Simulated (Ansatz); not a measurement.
**Z2 indices of I (computed with Ansatz 0.2.0)**

Space group Cmce (No. 64), 4 atoms in the cell of the first input below: a = 4.410 Å, b = 4.410 Å, c = 9.651 Å, α = 90.00°, β = 90.00°, γ = 59.94°.

The volume is a measured one, the structure type a prototype's, with its volume kept and shape and atoms relaxed (pressure -0.1 GPa with this functional, without spin–orbit coupling). Functional: PBEsol.

Input:

```yaml
crystal:
  lattice:
    - [3.8205952677, -2.2033192739, 0.0]
    - [3.8205952677, 2.2033192739, 0.0]
    - [0.0, 0.0, 9.6508891675]
  atoms:
    - { symbol: I, position: [0.8287516769, 0.1712483231, 0.12268791] }
    - { symbol: I, position: [0.1712483231, 0.8287516769, 0.87731209] }
    - { symbol: I, position: [0.3287516769, 0.6712483231, 0.37731209] }
    - { symbol: I, position: [0.6712483231, 0.3287516769, 0.62268791] }
basis:
  ecutwfc: 420
  ecutrho_ratio: 4
kpoints:
  mp_grid: { grid: [6, 6, 2] }
hamiltonian:
  xc: pbesol
scf:
  occupations: { method: gaussian, width: 0.05 }
output:
  forces: true
  stress: true
  eigenvalues: true
  populations: true
  topological_invariants: true
magnetization:
  noncollinear: true
  spin_orbit: true
```

```bash
ansatz run input.yaml --threads 8 --pin off --max-ram 15360MiB --backend cpu --events-out ev --progress --plain --runs-dir out
```

Time: 120 s on 8 threads of Arm Neoverse V1 (shared host), peak memory 2.6 GiB.

Without spin–orbit coupling the gap on a 10×10×4 mesh is 0.83 eV. With it, in a separate run (self-consistent on 8×8×4, bands on 12×12×6), a gap of 0.67 eV parts the filled from the empty bands (a gap on a mesh is an upper bound, as the edges may lie between its points, so gaps on unlike meshes don't measure the coupling's effect alone). The indices are those of the lowest 68 bands, and their direct separation from the next band is open.

Odd-parity bands among them at the eight time-reversal-invariant momenta (inversion centre at 0.000 0.000 0.000):

| k | odd bands |
| --- | --- |
| 0.0 0.0 0.0 | 32 |
| 0.0 0.0 0.5 | 34 |
| 0.0 0.5 0.0 | 34 |
| 0.0 0.5 0.5 | 32 |
| 0.5 0.0 0.0 | 34 |
| 0.5 0.0 0.5 | 32 |
| 0.5 0.5 0.0 | 32 |
| 0.5 0.5 0.5 | 34 |

**Question.** What are the Z2 indices by the rule of Fu and Kane?

**Answer.** Each Kramers pair counts once, so δ = (−1)^(odd bands / 2): +, −, −, +, −, +, +, −. The product of all eight gives ν0, the products over the planes k_i = 1/2 the weak indices: (0;000). The Wilson-loop planes give (0;000).

**Question.** The cell is scaled in volume by 0.96 and 1.05 with the atoms carried along. Do the indices change?

**Answer.** No.

| volume ratio | pressure with spin–orbit coupling (GPa) | smallest direct separation sampled (eV) | at k | separation | Z2 |
| --- | --- | --- | --- | --- | --- |
| 0.96 | 1.5 | 1.015 | 0.08 0.92 0.02 | open | (0;000) |
| 1.00 | 0.2 | 0.945 | 0.08 0.92 0.02 | open | (0;000) |
| 1.05 | -0.9 | 0.855 | 0.01 0.92 0.02 | open | (0;000) |

Caveats: Kohn–Sham gaps are too small; Z2 indices don't see topology that rests on crystal symmetry, and an even number of inversions cancels; atoms feel forces of up to 0.28 eV/Å at volume ratio 0.96; no dispersion term, layers or molecules are underbound.

The trivial indices are those expected of a molecular crystal of closed-shell diiodine, with the σ* orbitals left empty. The alternation in the parity counts is no sign of band inversion. One molecule is centred on the chosen inversion centre and the other on the body centre of the cell, so the Bloch phase of the second reverses its parity at half of the momenta. Filled molecular orbitals alone thus reproduce the pattern, and strong spin–orbit coupling on iodine doesn't undo it.

The smallest sampled direct separation grows on compression, from 0.855 to 1.015 eV across the volumes, whereas solid iodine is known to lose its gap under pressure. The likely cause is the uniform scaling, which shortens the stiff covalent bond along with the soft intermolecular contacts. The resulting rise in σ–σ* splitting probably outweighs the band broadening. In a real crystal mainly the contacts would shrink, so the scan supports unchanged indices for these scaled structures but doesn't describe iodine's approach to metallisation.
